**Q:** The anion $[\mathrm{Cu(OH)_3(H_2O)}]^-$ has nine bonds: five O–H and four Cu–O. On the path between two bonded atoms there is a bond critical point, where the electron density is lowest along the path and highest across it. If I had only the values at these points, could I say which bond each belongs to?

**A:** Try it with eight of them.

Calculated values. PySCF 2.14.0, B3LYP/def2-SVPD single point on the gas-phase anion [Cu(OH)₃(H₂O)]⁻ (charge −1, spin multiplicity 2) at its GFN2-xTB geometry. Each row is a QTAIM bond critical point; the energy density is the sum of the kinetic and potential parts. Candidates: 7, 3, 1, 2, 6, 8, 5, 4.

```tsv
row	density (a.u.)	laplacian (a.u.)	ellipticity	energy density (a.u.)
A	0.359	-2.023	0.005	-0.588
B	0.103	0.696	0.035	0.001
C	0.117	0.873	0.010	-0.006
D	0.361	-2.032	0.010	-0.590
E	0.359	-2.063	0.008	-0.596
F	0.113	0.807	0.059	-0.004
G	0.353	-2.261	0.020	-0.631
H	0.354	-2.207	0.021	-0.619
```

The candidate numbers stand for eight bonds, in an order I leave open. Oxygens O2, O4 and O6 belong to the hydroxides and carry H3, H5 and H7; O8 is the water oxygen and carries H9 and H10. That makes three hydroxide O–H bonds, two water O–H bonds and three Cu–hydroxide bonds. The ninth bond, between copper and the water oxygen, I give you: its density is 0.029 a.u. at a length of 2.428 Å.

**Q:** The Laplacian is negative for five rows and positive for three. Is that the O–H and Cu–O split?

**A:** The count fits, but find the reason in two limits. The Laplacian is the sum of the three curvatures of the density: upward along the bond, downward in the two directions across it. If two atoms with filled shells merely touch, each keeps its charge near its own nucleus. The density then climbs steeply from the point towards both atoms, the curvature along the bond wins, and the sum is positive.

In the other limit a proton sits inside the charge cloud of its partner. Hydrogen has no core, so the pair is shared in one compact region, and the density drops fastest sideways, away from the bond. The curvatures across the bond win and the sum is negative. O–H is close to this limit, while Cu–O lies nearer to the first.

**Q:** Then A, D, E, G and H are O–H, and B, C and F are Cu–O.

**A:** Yes, and that part is sure. The density agrees: even the lowest O–H value is three times the highest Cu–O value. Do not read the positive sign as "no sharing", though. The three Cu–hydroxide bonds have Mayer bond orders, a count of shared electron pairs, of 0.64 to 0.69.

**Q:** Among the O–H rows, G and H stand apart. Their Laplacians are below −2.2 a.u., and the other three are near −2.0. Two rows against three must mean water against hydroxide.

**A:** That is sound, because the gap between the groups is much wider than the spread inside either. The ellipticity, which measures how far the cross-section of the bond departs from round, makes the same division. Can you say why water should have the more negative Laplacian?

**Q:** Perhaps its hydrogens are more positive?

**A:** They are: the mean Hirshfeld charge is 0.14 e on the water hydrogens and 0.05 e on those of hydroxide. Now go to the limit again. The more electrons hydrogen gives up, the closer the bond point moves to the proton, where the density falls off more sharply to the sides. That deepens the Laplacian. The run bears out both steps: in water the bond point lies slightly closer to hydrogen, and the curvatures across the bond are steeper. That the charge is the cause remains an argument, since nothing here changes the charge alone.

**Q:** Can I go further and say which hydroxide is A, which is D and which is E?

**A:** No. All three hydroxide O–H bonds are 0.961 Å long, and their densities differ by 0.002 a.u. at most. The two water bonds are just as alike. Within each of these groups any assignment is a guess.

**Q:** And the copper rows? There the densities do differ.

**A:** So do the lengths: Cu–O2 is 1.811 Å, Cu–O6 is 1.826 Å and Cu–O4 is 1.865 Å. Think of the bond being pulled apart. Far from a nucleus the density of an atom dies away roughly exponentially. In all four Cu–O bonds the critical point lies close to halfway, so stretching the bond moves it away from both nuclei, and both tails weaken.

**Q:** Then the density at the point should fall roughly exponentially with the length, and the longest bond should have the lowest density. B is Cu–O4, F is Cu–O6 and C is Cu–O2.

**A:** Now see whether the sizes fit as well as the order. Write

$$\rho(d)=\rho(d_0)\,e^{-k(d-d_0)},$$

where $\rho$ is the density at the point, $d$ the bond length, $d_0$ a reference length and $k$ the decay constant. Take B as Cu–O4 and use it together with the water contact to fix $k$.

**Q:** That gives

$$k=\frac{\ln(0.103/0.029)}{2.428-1.865}\approx 2.25\ \text{Å}^{-1}.$$

For Cu–O2, which is 0.054 Å shorter than Cu–O4, I get

$$\rho = 0.103\,e^{2.25\times 0.054}\approx 0.116\ \text{a.u.}$$

Row C has 0.117.

**A:** Row C had no part in fixing the law, and neither had F, which comes out equally well. If you exchange C and F, the misses on these rounded values grow from below 0.001 to between 0.003 and 0.005 a.u. I would call B fairly safe and the order of C and F probable. Those two bonds differ by only 0.015 Å, and a small difference in surroundings could matter as much as that.

**Q:** Does the good match prove that the decay is exponential?

**A:** It does not. A power law through the same two points misses C and F by less than 0.002 a.u., and the rounding of the densities alone could reverse which law fits better. What you can keep is the steepness: in this ion, near the hydroxide lengths, a Cu–O bond longer by a tenth of an ångström has about a fifth less density at its critical point.

**Q:** Could I use the same curve for O–H?

**A:** At the O–H length it would give about twice the density that the hydroxides have. The curve describes one pair of elements, because the tails that overlap belong to particular atoms. The printed output after this exchange has these comparisons. Here are the labels.

The rows with their labels:

```tsv
row	density (a.u.)	laplacian (a.u.)	ellipticity	energy density (a.u.)
1	0.361	-2.032	0.010	-0.590
2	0.359	-2.023	0.005	-0.588
3	0.359	-2.063	0.008	-0.596
4	0.354	-2.207	0.021	-0.619
5	0.353	-2.261	0.020	-0.631
6	0.117	0.873	0.010	-0.006
7	0.113	0.807	0.059	-0.004
8	0.103	0.696	0.035	0.001
9	0.029	0.101	0.083	-0.003
```

Rows 1, 2 and 3 are O4–H5, O2–H3 and O6–H7, which were D, A and E. Rows 4 and 5 are O8–H9 and O8–H10, which were H and G. Rows 6, 7 and 8 are Cu–O2, Cu–O6 and Cu–O4, so C, F and B were placed correctly. Row 9 is the contact between copper and water.

**Q:** I never used the energy density. I have read that a negative value marks a covalent bond. Then row 8 would be the odd one out, and the weak water contact would be more covalent than it.

**A:** The bond orders say the opposite: 0.64 for row 8 and 0.11 for row 9. The energy density is the sum of a positive kinetic part and a negative potential part. In row 8 each is about 0.17 a.u. in size, so the sign is what remains after two large terms have almost cancelled.

In row 9 each part is only about 0.03 a.u. in size. They nearly cancel too, but they are also small to begin with, because there is little density at the point. In the limit of a very long bond both parts vanish, and their sum must vanish too, whatever its sign. A value near zero can therefore come from a balance between large parts, from parts that are small themselves, or from both. Among these copper bonds the sign does not rank the bonding.

**Q:** So the ranking by density is the one to trust: the three hydroxides, then water?

**A:** The step from the hydroxides to water is large, a factor of four between rows 6 and 9. The order among the hydroxides is more delicate. The structure comes from a tight-binding method, and relaxing it with B3LYP could change such small differences in length.

**Q:** And is that factor of four due to the longer bond, or to water being a neutral ligand?

**A:** The table cannot separate them, because the only water ligand is also the only distant one. Our curve used that contact as an anchor, so it has both effects built in. To decide, you would have to hold a hydroxide at the water distance, or bring the water in to a hydroxide distance, and look at the density again. How much of the drop would remain?

Printed output of the fit:

```
Length and bond order and energy parts:
  row  length_A  bond_order  kinetic_au  potential_au  ratio_pot_to_kin
    1     0.961       1.055       0.082        -0.672             8.195
    2     0.961       1.051     0.08225       -0.6702             8.149
    3     0.961       1.051     0.08025       -0.6762             8.427
    4     0.967       0.978     0.06725       -0.6863              10.2
    5     0.966       0.961     0.06575       -0.6967              10.6
    6     1.811       0.688      0.2243       -0.2303             1.027
    7     1.826       0.648      0.2058       -0.2098             1.019
    8     1.865       0.641       0.173        -0.172            0.9942
    9     2.428       0.109     0.02825      -0.03125             1.106
Lowest O-H density over highest Cu-O density (ratio): 3.017
Density gap between hydroxide and water O-H groups (a.u.): 0.005
Laplacian gap between hydroxide and water O-H groups (a.u.): 0.144
Laplacian spread inside hydroxide O-H group (a.u.): 0.04
Laplacian spread inside water O-H group (a.u.): 0.054
Mean hydrogen charge in hydroxide (e): 0.051
Mean hydrogen charge in water (e): 0.144
Decay constant of density with Cu-O length (1/A): 2.251
Exponential law for row 6 less table value (a.u.): -0.0006859
Exponential law for row 7 less table value (a.u.): -0.000548
Same law with rows 6 and 7 swapped: miss at 1.811 A (a.u.): 0.003314
Same law with rows 6 and 7 swapped: miss at 1.826 A (a.u.): -0.004548
Power law exponent: 4.804
Power law for row 6 less table value (a.u.): 0.001616
Power law for row 7 less table value (a.u.): 0.001007
Control - exponential Cu-O law at 0.961 A over mean hydroxide O-H density (ratio): 2.192
Density of row 6 over row 9 (ratio): 4.034
```
